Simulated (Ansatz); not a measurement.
A series in volume scale on In2Bi

Free energy against uniform scaling of the volume at fixed shape and fractions; periodic cell, basis, potentials, k mesh and filling as listed. The results are calculated, by Ansatz 0.2.0.

The cell before it is scaled or strained (space group P6/mmm, No. 191):
```
In2Bi
1.0
      5.6123     0.0000     0.0000
     -2.8062     4.8604     0.0000
      0.0000     0.0000     3.3084
In Bi
2 1
Direct
  0.66667 0.33333 0.50000
  0.33333 0.66667 0.50000
  0.00000 0.00000 0.00000
```

Settings of every row: functional LDA; dispersion none; potentials all-electron LAPW; k mesh 6x6x9; k shift 0x0x0; occupations cold; smearing width 0.1 eV; spin none; basis error target 0.0005 eV/atom.

Limits: coarse k mesh, up to 40 meV an atom off; minimum outside the range; no spin-orbit coupling, which can matter with elements this heavy; the cell comes from a prototype or a list of computed structures and needn't be the stable phase.

```
row  volume scale  V (Å³/atom)  energy above lowest point (meV/atom)
  1          0.94       28.277                                     0
  2          0.96       28.879                                   8.1
  3          0.98       29.481                                  18.8
  4             1       30.082                                  31.9
  5          1.02       30.684                                  47.2
  6          1.04       31.285                                     ?
  7          1.06       31.887                                  82.9
```

Question: what energy above lowest point should row 6 give?

Worked fit of energy above lowest point. Take u = (V_r/V)^(2/3) − 1 with V_r = 29.782 Å³ an atom, which is twice the finite (Eulerian) strain; such expansions in the strain, on which the Birch-Murnaghan equation of state is built, carry the rest volume and the bulk modulus. The shown rows have u = 0.03517, 0.02074, 0.0068, -0.00666, -0.01969, -0.04451. Least squares give energy above lowest point = 25.12 − 972.6 × u + 7326 × u² meV/atom; a straight line predicts inner rows, each left out in turn, worse (root mean square 4.6 against 0.076 meV/atom). The rows lie off it by 0.0, 0.0, 0.0, 0.0, 0.1, 0.0. The withheld row has u = -0.03229, so the fit gives 25.12 − 972.6 × (-0.03229) + 7326 × (-0.03229)² = 64.2 meV/atom.

The calculation gave 64.2 meV/atom. The fit meets it to the printed digit.
